# Margin notes on the Weinstein and Stevenson intervals, with Hückel butadiene

**Conventions.** $H$ is self-adjoint and bounded below, $E_0$ is its lowest eigenvalue, and $E_1$ is the bottom of the rest of the spectrum. A degenerate $E_0$ therefore counts once. For normalised $\phi$, $\eta=\langle\phi|H\phi\rangle$ and $\sigma^2=\|H\phi\|^2-\eta^2$. The letter $\alpha$ is a free real shift, not the Hückel Coulomb integral, which is set to zero. Energies are in units of $|\beta|$ with $\beta<0$, and all numbers are the model's.

**Note 1: what "$\langle H^2\rangle$" means.** It means $\|H\phi\|^2$, which is finite for every $\phi$ in the domain of $H$. The domain of $H^2$ is not needed. A trial function for which only $\eta$ is finite gives a variational upper bound but no interval.

**Note 2: the proof.** The residual $r=(H-\eta)\phi$ is orthogonal to $\phi$ and has norm $\sigma$. From $(H-\alpha)\phi=r+(\eta-\alpha)\phi$,

$$R(\alpha)^2\equiv\|(H-\alpha)\phi\|^2=\sigma^2+(\eta-\alpha)^2 .$$

Let $\mu_\phi$ be the spectral measure of $\phi$, of total weight one, and $d$ the distance from $\alpha$ to the spectrum. Then

$$R^2=\int(\lambda-\alpha)^2\,d\mu_\phi(\lambda)\ \ge\ d^2 .$$

The closed interval $[L,U]=[\alpha-R,\alpha+R]$ thus contains a spectral point. The proof gives two further facts. The point lies in the support of $\mu_\phi$, so for $\phi$ of definite symmetry only levels of that symmetry count. Equality $R=d$ holds exactly when all the weight sits at $\alpha\pm d$.

**Note 3: the family of intervals.** The ends obey

$$(\eta-L)(U-\eta)=R^2-(\eta-\alpha)^2=\sigma^2 .$$

For $\sigma>0$ every interval has $\eta$ in its interior. The shortest is Weinstein's, $\alpha=\eta$, namely $[\eta-\sigma,\eta+\sigma]$. Since $dL/d\alpha=1-(\alpha-\eta)/R>0$, raising $\alpha$ lifts the lower end at the price of a higher upper end, and $L\to\eta$ as $\alpha\to\infty$.

**Note 4: which level is caught.** The theorem does not say. If $\alpha\le(E_0+E_1)/2$, no spectral point is nearer to $\alpha$ than $E_0$, so $d=|E_0-\alpha|\le R$ and Stevenson's bound follows,

$$E_0\ \ge\ L(\alpha)=\alpha-\sqrt{\sigma^2+(\eta-\alpha)^2}.$$

Weinstein's $E_0\ge\eta-\sigma$ is the case $\alpha=\eta$ and is guaranteed when $\eta\le(E_0+E_1)/2$. By Note 3 the best admissible shift is the midpoint itself. Some condition on $\alpha$ is unavoidable, because $L\to\eta$ and $\eta>E_0$ whenever $\sigma>0$.

**Note 5: the model.** Four $\pi$ orbitals in a chain, orthonormal, with equal bonds:

$$H=-\begin{pmatrix}0&1&0&0\\1&0&1&0\\0&1&0&1\\0&0&1&0\end{pmatrix}.$$

The reflection $1\leftrightarrow4$, $2\leftrightarrow3$ splits $H$. In the even basis $(e_1+e_4)/\sqrt2$, $(e_2+e_3)/\sqrt2$ and in the odd basis with minus signs,

$$H_+=\begin{pmatrix}0&-1\\-1&-1\end{pmatrix},\qquad H_-=\begin{pmatrix}0&-1\\-1&1\end{pmatrix}.$$

The secular equations are $\lambda^2+\lambda-1=0$ and $\lambda^2-\lambda-1=0$. With $g=(1+\sqrt5)/2$ the levels are $E_0=-g=-1.61803$ (even), $E_1=-1/g=-0.61803$ (odd), $E_2=+1/g$ (even) and $E_3=+g$ (odd). Hence $E_1-E_0=1$, and the midpoint is $\alpha_m=-\sqrt5/2=-1.11803$.

**Note 6: the trial vector.** Take $\phi_t=(1,t,t,1)/\sqrt{2(1+t^2)}$, exact at $t=g$. In the even basis it is proportional to $(1,t)$, and $H_+(1,t)^T=-(t,1+t)^T$. Therefore

$$\eta=-\frac{t^2+2t}{1+t^2},\qquad \|H\phi_t\|^2=\frac{t^2+(1+t)^2}{1+t^2},\qquad \sigma=\frac{|t^2-t-1|}{1+t^2}.$$

Applying $-H$ maps $t\to(1+t)/t$, so two applications take $1$ to $3/2$ and two more take $3/2$ to $8/5$. For the uniform vector $t=1$, $\eta=-3/2$ and $\sigma=1/2$. Weinstein's interval is $[-2,-1]$ and holds $E_0$ alone. At the midpoint $R=0.62920$, which gives $E_0\ge-1.74724$.

**Note 7: two failures.** The odd vector $\phi'=(1,1,-1,-1)/2$ has $H\phi'=(-1,0,0,1)/2$, so $\eta=-1/2$ and $\sigma=1/2$. The interval $[-1,0]$ correctly contains a level, but the level is $E_1$, and "$E_0\ge-1$" is false. Stevenson's bound at $\alpha_m$ survives, $L=-1.9130$, although $\phi'$ is orthogonal to the ground state. The reason is that $E_1$ lies within $R$ of $\alpha_m$ and $E_0$ is just as far away. The second failure is a shift that is too high. For $t=1$ and $\alpha=0$, $L=-\sqrt{5/2}=-1.58114$, which lies above $E_0$. The interval then contains $E_1$ and $E_2$ but not $E_0$.

**Note 8: the circularity.** The best shift contains the unknown $E_0$. What can be certified is $\alpha=(L_k+\rho)/2$, built from a lower bound $L_k\le E_0$ and a number $\rho\le E_1$. Both come cheaply here. The absolute row sums of $H$ do not exceed 2, so $L_0=-2$. By the max-min principle, $E_1$ is at least the lowest Rayleigh quotient among vectors that vanish on site 2. Deleting that site leaves an isolated atom with level $0$ and an ethylene unit with levels $\pm1$, so $\rho=-1$.

Each step $L_{k+1}=L\big((L_k+\rho)/2\big)$ yields a valid bound. The map has slope between 0 and 1, so from below its fixed point the sequence rises to it. For $t=3/2$ it runs $-2$, $-1.6387$, $-1.6252$. At the fixed point $L=\alpha-R$ and $\alpha=(L+\rho)/2$, which means $U=\rho$. The product rule of Note 3 then gives, for $\eta<\rho$,

$$L_T=\eta-\frac{\sigma^2}{\rho-\eta}.$$

This is Temple's bound. It also follows directly. No spectrum lies between $E_0$ and $\rho$, so $\langle(H-E_0)\phi|(H-\rho)\phi\rangle=\sigma^2+(\eta-E_0)(\eta-\rho)\ge0$. Temple's bound is thus the Stevenson bound whose shift certifies itself. Stevenson's bound at the true midpoint is at least as sharp, but it uses information that one does not usually have. With $\rho=-1$ the model gives

$$L_T=-\frac{1+t^2}{2t-1}\qquad(t>1/2),$$

and $-L_T$ is one Newton step from $t$ for the equation $t^2-t-1=0$.

**Note 9: the numbers.** All lower bounds refer to $E_0=-1.61803$.

| $t$ | $\eta$ | $\sigma$ | $\eta-\sigma$ | $L_T$, $\rho=-1$ | $L(\alpha_m)$ |
|---|---|---|---|---|---|
| $1$ | $-1.50000$ | $0.50000$ | $-2.00000$ | $-2.00000$ | $-1.74724$ |
| $3/2$ | $-1.61538$ | $0.07692$ | $-1.69231$ | $-1.62500$ | $-1.62130$ |
| $8/5$ | $-1.61798$ | $0.01124$ | $-1.62921$ | $-1.61818$ | $-1.61810$ |

In the first row Weinstein and Temple coincide because $\eta+\sigma=\rho$. In general Temple is the sharper of the two exactly when $\eta+\sigma<\rho$, since then $\sigma^2/(\rho-\eta)<\sigma$.

**Note 10: first order against second order.** Write $\phi=\cos\theta\,u_0+\sin\theta\,u_2$ with the even eigenvectors, and $\Delta=E_2-E_0=\sqrt5$. Then $\eta-E_0=\Delta\sin^2\theta$ and $\sigma=\Delta|\sin\theta\cos\theta|$. Weinstein's lower end falls short of $E_0$ by $\Delta(|\sin\theta\cos\theta|-\sin^2\theta)$, which is first order in $\theta$. For a fixed shift put $a=\alpha-E_0>0$. The spectral sum has two terms,

$$R^2=a^2\cos^2\theta+(\Delta-a)^2\sin^2\theta=a^2+\Delta(\Delta-2a)\sin^2\theta ,$$

and the shortfall $E_0-L=R-a$ is second order. At $\alpha_m$, where $a=1/2$,

$$E_0-L=\sqrt{\tfrac14+x}-\tfrac12=x-x^2+\dots,\qquad x=(5-\sqrt5)\sin^2\theta .$$

For $t=1$, $\sin^2\theta=0.0528$ and $x=0.1459$, while the full shortfall is $0.1292$, so the higher terms matter. For $t=8/5$, $x$ and the full shortfall both round to $6.98\times10^{-5}$. This is comparable with the variational excess $\eta-E_0=5.65\times10^{-5}$, while Weinstein's shortfall is $0.0112$.

**Note 11: the exact case.** By Note 2 an even $\phi_t$ does not see the odd level $E_1$. For the lowest even level the admissible shift therefore extends to $(E_0+E_2)/2$, which equals $\tfrac12\operatorname{tr}H_+=-\tfrac12$ and is known without diagonalisation. That level is the ground level, because $-H$ has non-negative elements on a connected chain. Its top eigenvector is then positive and non-degenerate (Perron–Frobenius), hence even. At this shift

$$\left(H_++\tfrac12\right)^2=\tfrac54\,\mathbb 1 ,$$

so $R=\sqrt5/2$ for every $t$, and

$$[L,U]=\left[-\tfrac12-\tfrac{\sqrt5}{2},\ -\tfrac12+\tfrac{\sqrt5}{2}\right]=[E_0,E_2].$$

This is the equality condition of Note 2 and the case $a=\Delta/2$ of Note 10. For the uniform vector, $\sigma^2+(\eta+\tfrac12)^2=\tfrac14+1$ returns $-g$ from two moments. As $L$ rises strictly with $\alpha$ when $\sigma>0$, any shift above $-\tfrac12$ puts $L$ above $E_0$, as $\alpha=0$ did in Note 7. Two levels with the shift at their midpoint saturate the inequality, so in general neither the radius $R$ nor the midpoint condition can be improved.